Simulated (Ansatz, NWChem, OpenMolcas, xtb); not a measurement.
Group exchange: H3NO + C2H4Si → SiH3(OH) + C2H3N

Gas-phase species: H3NO (hydroxylamine) `NO`, singlet; C2H4Si (ethynylsilane) `C#C[SiH3]`, singlet; SiH3(OH) (silanol), singlet; C2H3N `C#CN`, singlet. The partners trade NH2 for SiH3: O–NH2 and C–SiH3 bonds give way to O–SiH3 and C–NH2.

Shapes, held fixed at every level: PBE0-D4/def2-TZVP. Flexible molecules stand in one conformer, not always the lowest. Programs: Ansatz 0.2.0, NWChem 7.3.0, OpenMolcas 26.06, xtb 6.7.1. A level may come from different programs for different species; with the same settings they agree closely. The zero-point and thermal change to 298 K, harmonic and unscaled (PBE0-D4/def2-TZVP), is -3.3 kJ/mol.

```json
{"level": "GFN1-xTB", "kind": "semi-empirical", "ΔH(298 K) (kJ/mol)": "-342.8", "less CCSD(T)/CBS estimate": "-116.2"}
{"level": "HF/def2-SVP", "kind": "Hartree–Fock", "ΔH(298 K) (kJ/mol)": "-233.9", "less CCSD(T)/CBS estimate": "-7.3"}
{"level": "PBE0/def2-SVP", "kind": "global hybrid", "ΔH(298 K) (kJ/mol)": "-225.8", "less CCSD(T)/CBS estimate": "+0.8"}
{"level": "r2SCAN0-D4/def2-TZVPP", "kind": "global hybrid", "ΔH(298 K) (kJ/mol)": "-239.4", "less CCSD(T)/CBS estimate": "-12.8"}
{"level": "wB97M-V/def2-TZVPP", "kind": "range-separated hybrid", "ΔH(298 K) (kJ/mol)": "-228.5", "less CCSD(T)/CBS estimate": "-1.9"}
{"level": "wB97X-V/def2-TZVPP", "kind": "range-separated hybrid", "ΔH(298 K) (kJ/mol)": "-225.7", "less CCSD(T)/CBS estimate": "+0.9"}
{"level": "B2PLYP/def2-TZVPP", "kind": "double hybrid", "ΔH(298 K) (kJ/mol)": "-231.7", "less CCSD(T)/CBS estimate": "-5.1"}
{"level": "CCSD/def2-TZVPP", "kind": "coupled cluster or CI", "ΔH(298 K) (kJ/mol)": "-226.5", "less CCSD(T)/CBS estimate": "+0.1"}
{"level": "CCSD(T)/CBS estimate", "kind": "coupled cluster or CI", "ΔH(298 K) (kJ/mol)": "-226.6", "less CCSD(T)/CBS estimate": "0.0"}
```

The highest level, CCSD(T)/CBS estimate, gives ΔH(298 K) = -226.6 kJ/mol; the levels span -342.8 to -225.7. GFN1-xTB strays far from the other rows. The column of differences is taken from that level and isn't an error. No measured value is set beside it here. The CBS estimate extrapolates MP2 from def2-TZVPP and def2-QZVPP and adds CCSD(T) − MP2 in the triple-zeta set, cores frozen.

The exchange is strongly exothermic at every level, and the thermal term of -3.3 kJ/mol shows that the driving force is almost wholly electronic. It comes mainly from replacing the weak N–O bond, destabilised by repulsion between adjacent lone pairs, with a strong, highly polar Si–O bond. Conjugation of the nitrogen lone pair with the alkyne in the ynamine probably helps offset the loss of the C–Si bond.

Hartree–Fock already gives all of the exothermicity, overshooting the highest level by 7.3 kJ/mol, which suggests that bond polarity and electrostatics dominate, with much of the correlation energy cancelling between the two sides. The close match of PBE0 and CCSD to the highest level may owe something to compensating basis-set and correlation effects, so it doesn't establish that triple excitations are unimportant. Nor does hybrid character guarantee agreement: r2SCAN0-D4 departs further than Hartree–Fock. The large excess in GFN1-xTB probably reflects its parametrised description of these heteroatom bonds.

The reaction enthalpy applies to ethynamine, not to its much more stable isomer acetonitrile, whose formation would release considerably more heat.
